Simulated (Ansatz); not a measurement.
# AlAu: the change of energy above lowest point with volume scale

Free energy against uniform scaling of the volume at fixed shape and fractions; periodic cell, basis, potentials, k mesh and filling as listed. The results are calculated, by Ansatz 0.2.0.

The cell before it is scaled or strained (space group Pm-3m, No. 221):
```
cell vectors (Å)
   3.2239     0.0000     0.0000
   0.0000     3.2239     0.0000
   0.0000     0.0000     3.2239
atoms (fractions of the cell vectors)
Al  0.00000  0.00000  0.00000
Au  0.50000  0.50000  0.50000
```

Settings of every row: functional LDA; dispersion none; potentials all-electron LAPW; k mesh 9x9x9; k shift 0x0x0; occupations cold; smearing width 0.1 eV; spin none; basis error target 0.001 eV/atom.

Limits: coarse k mesh, up to 40 meV an atom off; minimum outside the range; no spin-orbit coupling, which can matter with elements this heavy; the cell comes from a prototype or a list of computed structures and needn't be the stable phase.

| row | volume scale | V (Å³/atom) | energy above lowest point (meV/atom) |
| --- | --- | --- | --- |
| 1 | 0.94 | 15.749 | 0 |
| 2 | 0.97 | 16.251 | 9.9 |
| 3 | 1 | 16.754 | ? |
| 4 | 1.03 | 17.256 | 61.5 |
| 5 | 1.06 | 17.759 | 96.9 |

Question: what energy above lowest point should row 3 give?

Worked fit of energy above lowest point. Take u = (V_r/V)^(2/3) − 1 with V_r = 16.754 Å³ an atom, which is twice the finite (Eulerian) strain; such expansions in the strain, on which the Birch-Murnaghan equation of state is built, carry the rest volume and the bulk modulus. The shown rows have u = 0.0421, 0.02053, -0.01949, -0.03809. Least squares give energy above lowest point = 31.46 − 1266 × u + 12140 × u² meV/atom; a straight line predicts inner rows, each left out in turn, worse (root mean square 11 against 1.8 meV/atom). The rows lie off it by 0.3, -0.7, 0.8, -0.4 (root mean square 0.59 meV/atom). The withheld row has u = 0, so the fit gives 31.46 − 1266 × (0) + 12140 × (0)² = 31.5 meV/atom.

The calculation gave 31.4 meV/atom. The fit lies 0.1 meV/atom (0.1 % of the column's range) above it, one unit of the last digit.
